## Question

The molecule H₂Al–OH is taken apart into one aluminium, one oxygen and three hydrogen atoms. The table compares the energy this costs at sixteen levels of theory. A positive entry means that the level binds the molecule too strongly relative to the reference, a negative one that it binds too weakly.

Atomization energy of H₂Al–OH (neutral singlet) at various levels of theory relative to RCCSDTQ, computed with Ansatz 0.2.0 in the cc-pVDZ basis at a fixed PBE0/def2-TZVP geometry. Atomization energies are atoms minus molecule, without zero-point energy; the correlated wavefunction levels keep the cores frozen.

| level | this level less the reference (RCCSDTQ, same basis) (kJ/mol) |
| --- | --- |
| RHF | -312.9 |
| RMP2 | 17.7 |
| CISD | -56.3 |
| RCCSD | -10.0 |
| RCCSD(T) | -1.3 |
| BCCD(T) | -0.9 |
| RCCSDT | -1.4 |
| RCCSDT(Q) | 0.2 |
| SPW92 | 275.5 |
| PBE | 84.0 |
| r2SCAN | 100.0 |
| PBE0 | 56.8 |
| B3LYP | 85.5 |
| wB97M-V | 116.8 |
| B2PLYP | 61.2 |
| RPA-PBE | -57.0 |

RHF is Hartree–Fock theory, in which each electron feels only the average field of the others. The energy gained beyond it is the correlation energy. RMP2 estimates this gain by second-order perturbation theory. CISD mixes in all configurations with one or two electrons excited, and RCCSD also includes products of such excitations. A T adds triple and a Q quadruple excitations, and brackets mark an approximate treatment.

For the molecule alone, the energies lie above that of RCCSDT(Q) by these amounts:

| Level | Shortfall in the molecule, kJ/mol |
|---|---:|
| RHF | 749.1 |
| RMP2 | 70.6 |
| CISD | 67.3 |
| RCCSD | 15.3 |

(a) RMP2 and CISD describe the molecule almost equally well. Why does one bind it too strongly and the other too weakly?

(b) Without using the shortfalls above, estimate from a simple model of independent pairs how much energy CISD loses in the molecule because it can't excite several electron pairs at once. The molecule has six valence pairs, its RCCSD correlation energy is 7.60 eV, and lifting a pair into empty orbitals costs about 55.3 eV.

(c) Seven density functionals give positive errors. Do they overbind the real molecule by these amounts?

## Model answer

### (a) Two shortfalls, one difference

The atomization energy is the energy of the atoms less that of the molecule. A level that puts the molecule too high makes it too easy to take apart, whereas a level that puts the atoms too high makes the molecule look too stable. The error is therefore the shortfall in the atoms less the shortfall in the molecule. Since the error and the molecular shortfall are both known, the atomic one follows.

RCCSDT(Q) serves as the zero for both shortfalls. It differs from the reference by only 0.2 kJ/mol, which is subtracted from each error in the table. For RMP2 this gives 17.7 − 0.2 = 17.5 kJ/mol, so the atoms fall short by 70.6 + 17.5 = 88.1 kJ/mol. The other levels follow in the same way:

| Level | Atoms, kJ/mol | Molecule, kJ/mol | Atoms less molecule, kJ/mol |
|---|---:|---:|---:|
| RHF | 436.0 | 749.1 | −313.1 |
| RMP2 | 88.1 | 70.6 | 17.5 |
| CISD | 10.8 | 67.3 | −56.5 |
| RCCSD | 5.1 | 15.3 | −10.2 |

The answer lies in the atoms. Both levels recover about 91 % of the correlation energy of the molecule. In the atoms RMP2 recovers only 80 %, while CISD recovers almost 98 %. RMP2 thus binds too strongly because it treats the atoms worse than the molecule, and CISD binds too weakly because it treats them much better.

The RHF row shows why correlation matters so much for binding. The separate atoms hold three valence pairs: one in aluminium, two in oxygen and none in hydrogen. The other six valence electrons are unpaired, and bonding joins them into three further pairs. Two electrons of opposite spin that share an orbital gain much from avoiding each other, so the molecule has more correlation energy to lose when a theory leaves it out.

For CISD the cause is well established. It allows one pair to be excited while all others stay in their ground configuration, although in reality several pairs avoid each other at the same time. The separated atoms hardly suffer, because each is computed on its own and has few electrons. In the molecule all twelve valence electrons share one calculation, and the restriction bites.

RCCSD removes this restriction through its products of excitations, and the numbers show the effect. CISD lies 52 kJ/mol above RCCSD in the molecule, but only about 6 kJ/mol above it in all the atoms together. The error of CISD is thus mainly a penalty for treating many electrons at once.

Part of the weakness of RMP2 in the atoms probably comes from aluminium. The empty 3p orbitals of the free atom lie close above its filled 3s orbital, so the 3s pair can use them at little cost. Second-order theory is known to underestimate this gain in atoms of this kind. In the molecule these orbitals take part in bonds and the closeness is largely lost. This is an argument from theory: the atomic shortfall has not been divided between aluminium and oxygen, and oxygen may well contribute a large part.

What remains after RCCSD is mostly the work of triple excitations. They too matter more in the molecule, so leaving them out weakens the binding by 8.6 kJ/mol, as RCCSD and RCCSDT show. The approximate triples of RCCSD(T) bring the error down to −1.3 kJ/mol. BCCD(T), a variant with orbitals adjusted so that single excitations drop out, and RCCSDT lie within 0.5 kJ/mol of it and of each other, too close to be ranked. The approximate quadruples of RCCSDT(Q) then strengthen the binding by 1.6 kJ/mol over RCCSDT and remove almost all of what is left.

### (b) The price of exciting one pair at a time

Take N equal pairs that don't influence each other. Each has a ground configuration and one excited configuration, which lies higher by D and is coupled to the first by K. Mixing the two lowers the energy of a single pair by ε, where

ε(ε + D) = K².

Since the pairs are independent, the true gain of all of them is C = Nε. Coupled-cluster theory with double excitations gives exactly this result, so C can be taken from RCCSD.

CISD mixes the common ground configuration with N configurations, in each of which a single pair is excited. Together these act like one excited configuration with the coupling √N·K. The gain E in CISD therefore obeys

E(E + D) = NK² = C²/N + DC.

For one pair E equals C and nothing is lost. With more pairs E falls behind.

The cost D comes from the Hartree–Fock orbital energies of the molecule. It is twice the distance between the average of the six occupied valence levels and the average of the fourteen lowest empty ones. It was not fitted to any energy in the table, but how many empty levels enter the average is a choice, and D depends on it. With C = 7.60 eV, N = 6 and D = 55.3 eV, the steps are:

- C²/N + DC = 9.6 + 420.3 = 429.9 eV²
- E = −D/2 + √(D²/4 + 429.9 eV²) = 6.91 eV
- C − E = 0.69 eV, or about 67 kJ/mol

The calculations give 52 kJ/mol for the distance between CISD and RCCSD in the molecule. The estimate is somewhat too large but of the right order. This supports the explanation in part (a): the ban on simultaneous excitations can by itself cause a loss of this order.

### (c) A reference that binds too weakly

No. The errors are measured against a reference in the same small basis, and this reference itself binds more weakly than nature does. Where two electrons meet, the wavefunction has a sharp dip, which coupled-cluster theory must build from empty orbitals. A small basis offers few of them. The loss is greater in the molecule, which has more pairs, so the computed atomization energy comes out too low.

Most functionals obtain their correlation energy from the density and need far fewer empty orbitals. They lose less in the small basis, which shifts them upwards against the reference, so even a functional that is accurate in a large basis can show a positive error here. The entry of 116.8 kJ/mol for wB97M-V is thus no measure of its error against experiment. Nor does the table show that PBE, at 84.0 kJ/mol, is the better functional. How much of each entry comes from the basis would have to be found by repeating the series in larger ones.

Differences between similar functionals are safer to read, because much of the basis effect is common to both. SPW92 uses only the local density and lies 191.5 kJ/mol above PBE, which also uses the density gradient. The local form is known to overbind: it misses exchange energy most in the separate atoms, where the density varies most strongly. The gradient correction mends much of this. Replacing a quarter of the exchange in PBE by exact exchange, as PBE0 does, lowers the binding by a further 27 kJ/mol.

RPA-PBE is the exception, at −57.0 kJ/mol. It builds its correlation energy from empty orbitals, much as the reference does, so both suffer from the small basis and part of the effect cancels. What shows through is probably the known tendency of this method to bind too weakly, which is usually put down to its poor description of electrons at short distance.

## Remarks on the reasoning

**A small error need not mean a good energy.** An answer that ranks RMP2 above CISD because 17.7 is smaller than 56.3 has missed the point of part (a). RMP2 profits from two large shortfalls that nearly cancel. RCCSD has a small error because both of its shortfalls are small, which is the safer reason to trust a level.

**The pair model explains a size, not a decimal.** Its weakest ingredient is D. The average covers only the lower empty orbitals, and higher ones would raise it. If D is doubled, the loss falls to 37 kJ/mol, so the computed value lies between the two estimates. The model also treats all pairs as alike and independent, which the pairs around one oxygen atom are not.

The form of the model is more reliable than its numbers. Rearranged, it reads C − E = (E² − C²/N)/D. If two such molecules far apart are treated as one system, C and N both double. The first term then grows more than threefold and the second only twofold, so the loss more than doubles, although nothing has happened to either molecule. A larger molecule of the same kind should therefore fare worse with CISD, while RCCSD has no such penalty.

**The structure is part of the question.** All levels use one fixed, planar shape in which Al, O and H lie on a straight line, whereas the free molecule is expected to be bent at oxygen. The comparison between levels is fair, but the energies should not be taken for those of the relaxed molecule.

**Atomization is a hard test.** Al–OH groups also form when alumina, a gate dielectric, is grown from an aluminium compound and water. In such a reaction some bonds are exchanged for others, and the number of electron pairs stays the same. Much of the error seen here should then cancel, so these entries should not be carried over to reaction energies on a growing film.
